The decision here is whether a single bulk modulus is enough to turn a volume change of cobalt disilicide, CoSi₂, into a pressure. It is enough close to the rest volume, but not over a range of several percent. The compound stiffens when squeezed and softens when stretched, and the reason lies in how its bonds respond to distance.

GPAW 26.7.0, PBE with PAW data sets (gpaw-data 1.2.1), for the three-atom cell of CoSi₂ (Fm-3m), scaled evenly to each volume. The plane-wave cutoff is 600 eV, the k mesh 9×9×9 and the Fermi-Dirac smearing 0.05 eV, with collinear spins started from 2 μB on Co. Energies are counted from the minimum of the fitted curve.

```
volume (Å³/atom)  energy (meV/atom)  pressure (GPa)  cell moment (μB)
           12.04              39.66          14.620             0.000
           12.29              19.44           9.700             0.000
           12.55               6.74           5.300             0.000
           12.80               0.73           1.360             0.000
           13.06               0.67          -2.170             0.000
           13.32               5.99          -5.320             0.000
           13.57              16.03          -8.130             0.000
```

Volume is given per atom, and energy is counted from the minimum of a smooth curve fitted to the seven computed energies. Pressure is what must be applied to hold the crystal at that volume, so a negative value is a pull. The fitted minimum lies at 12.93 Å³ per atom, with a bulk modulus of 178 GPa there. Both values come from density-functional theory for a lattice at rest, without thermal vibration.

The energies look lopsided: 39.66 meV per atom at the compressed end against 16.03 at the expanded end. Much of this is only a matter of where the rows lie. The first is 6.9 % below the rest volume, the last just 4.9 % above it, and energy grows roughly with the square of that departure. The energy column is therefore a poor place to judge by eye whether the solid stiffens.

The pressure column shows it directly. The volume rises in equal steps of 0.256 Å³, yet the pressure falls by 4.92 GPa in the first step and by only 2.81 GPa in the last. The local stiffness B follows from the pressure change ΔP over a volume step ΔV, with V the volume in the middle of the step:

B = −V ΔP/ΔV

It drops from 234 GPa in the first step to 147 GPa in the last, and it drops at every step between. Over the same range the cobalt–silicon distance grows by only 3.4 %. Near the rest volume, one percent in bond length thus changes the stiffness by roughly 14 %.

The crystal structure explains why bond length matters so directly. Each cobalt atom sits among eight silicon atoms and each silicon atom among four cobalt atoms, all at positions fixed by symmetry. When the crystal shrinks evenly, every distance shrinks by the same fraction. No bond angle can fold to take up the strain, as it can in an open framework such as quartz, so the bonds themselves have to shorten.

Two opposing effects set the length of these bonds. Cobalt d orbitals mix with silicon s and p orbitals, which lowers the energy and pulls the atoms together. Against this stands repulsion: filled shells that overlap must avoid each other by the Pauli principle, and electrons confined to less space gain kinetic energy. Both effects fade as the atoms move apart, but repulsion fades faster because it needs closer overlap.

A schematic energy shows what follows. Let the repulsion R fall off with distance at a relative rate a, and the attraction A at a smaller rate b. At the rest distance the two forces cancel, but the curvature of the energy does not:

energy = R − A
forces cancel: aR = bA
curvature = a²R − b²A = aR(a − b)
relative loss of curvature per unit of distance = a + b

The last line is the heart of the matter. The stiffness is what remains after two large terms have partly cancelled, and at the rest distance it fades at the sum of their rates, faster than either term alone. A small change in bond length therefore has a large effect on stiffness. This is an argument from theory; the calculation gives only the total energy and does not separate it into repulsion and attraction.

Some softening would occur even without this imbalance, simply because a stretched crystal has more surface over which a force is spread. An ideal spring shows how much. Let the energy be ½k(d − d₀)², with k the spring constant, d the cobalt–silicon distance and d₀ its rest value, and let the volume grow as d³. Pressure is force per area, and differentiating it once more gives the stiffness, with B₀ its value at rest:

P ∝ (d₀ − d)/d²
B = B₀ q(2q − 1), with q = d₀/d

In the middle of the first step d is 2.280 Å, while d₀ is 2.327 Å, so q = 1.0206. With B₀ = 178.1 GPa this gives

B = 178.1 × 1.0206 × 1.0412 ≈ 189 GPa

The table gives 234 GPa for this step. Across the whole range the spring softens by only 18 GPa, about a fifth of the computed fall. The remaining four fifths show that the bonds are not ideal springs, as the argument about repulsion requires. Since B₀ and d₀ come from the fit to all seven energies, the spring's success near the rest volume is built in; its failure away from that volume is the informative part.

A change of magnetic state could also alter the stiffness, but none appears here. The calculation was started with a magnetic moment on cobalt, yet every row ended with a cell moment of zero. With one cobalt atom in the cell, a pattern of opposed moments on neighbouring cobalt atoms was not tested.

The rows at 12.80 and 13.06 Å³ need a closer look. Their energies, 0.73 and 0.67 meV per atom, are almost equal because they lie on either side of the minimum, so the energy curve is nearly level on average between them. Their pressures, 1.36 and −2.17 GPa, should then average close to zero, but they average −0.4 GPa. The same comparison in every other step also finds the printed pressure too low, by 0.4 to 0.5 GPa.

The likely cause is Pulay stress, an error of a finite plane-wave basis. The pressure is worked out as if the same set of waves were stretched along with the crystal. Stretched waves describe sharp features less well, the energy rises slightly, and the calculation reads this rise as a pull inwards. A run with a higher cutoff would test this. The stiffness hardly suffers, because a nearly constant error cancels when pressures are subtracted, but the rest volume is better taken from the energies.

For the engineer, the size of the strain settles the choice. At the smallest volume, multiplying the modulus at rest by the fractional change in volume gives 178 × 0.069 ≈ 12 GPa, while the table has 14.62 GPa, and removing the pressure error would widen the gap. In tension this simple estimate errs the other way and promises more resistance than the crystal offers. These figures hold for even strain in all directions; a thin film clamped to a wafer is stressed in its plane but free to change its thickness, and needs separate elastic constants.
